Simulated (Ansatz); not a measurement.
Ir: pressure against volume per atom

Results calculated with Ansatz 0.2.0, not measured. Periodic Kohn-Sham DFT of a crystal at fixed atoms; pressure and stress are positive in compression; the energy is the free energy less that of spherical unpolarised free atoms; site moments are those in the method's own spheres, positive along +z.

Cell of the first row (space group Fm-3m, No. 225):
```
CELL_PARAMETERS angstrom
0.00000 1.88050 1.88050
1.88050 0.00000 1.88050
1.88050 1.88050 0.00000
ATOMIC_POSITIONS crystal
Ir 0.00000 0.00000 0.00000
```

Settings of every row: method all-electron PAW; functional PBEsol; relativity scalar; k mesh 18x18x18; filling fermi-dirac; smearing width 0.05 eV; nucleus gaussian.

Atom start moment: 0 on all atoms.

Limits: no spin-orbit coupling on heavy atoms.

```csv
row,volume per atom (Å³),pressure (GPa)
1,13.3,24.232
2,13.583,14.142
3,13.866,5.199
4,14.008,?
5,14.149,-2.725
6,14.291,-6.336
7,14.432,-9.739
8,14.715,-15.945
9,14.998,-21.427
```

Question: what pressure should row 4 give?

Worked fit of pressure. Take u = (V_r/V)^(2/3) − 1 with V_r = 14.22 Å³ an atom, which is twice the finite (Eulerian) strain; such expansions in the strain, on which the Birch-Murnaghan equation of state is built, carry the rest volume and the bulk modulus. The shown rows have u = 0.0456, 0.03103, 0.01695, 0.00334, -0.00331, -0.00982, -0.02255, -0.03489. Least squares give pressure = −4.5624 + 544.59 × u + 1818.61 × u² + 1883 × u³ GPa; a parabola predicts inner rows, each left out in turn, worse (root mean square 0.032 against 0.0066 GPa). The rows lie off it by 0.001, -0.002, -0.001, -0.002, 0.009, -0.002, -0.005, 0.002 (root mean square 0.0039 GPa). The pressure vanishes at u = 0.0082, or V = 14.05 Å³ an atom, and there the bulk modulus at fixed shape and fractions is B = −V dP/dV = (2/3)(1 + u) dP/du = 386 GPa. The withheld row has u = 0.01006, so the fit gives −4.5624 + 544.59 × (0.01006) + 1818.61 × (0.01006)² + 1883 × (0.01006)³ = 1.102 GPa.

The calculation gave 1.117 GPa. The fit lies 0.015 GPa (1.3 % of the value, 0.033 % of the column's range) below it; its largest miss of a shown row is 0.009 GPa.
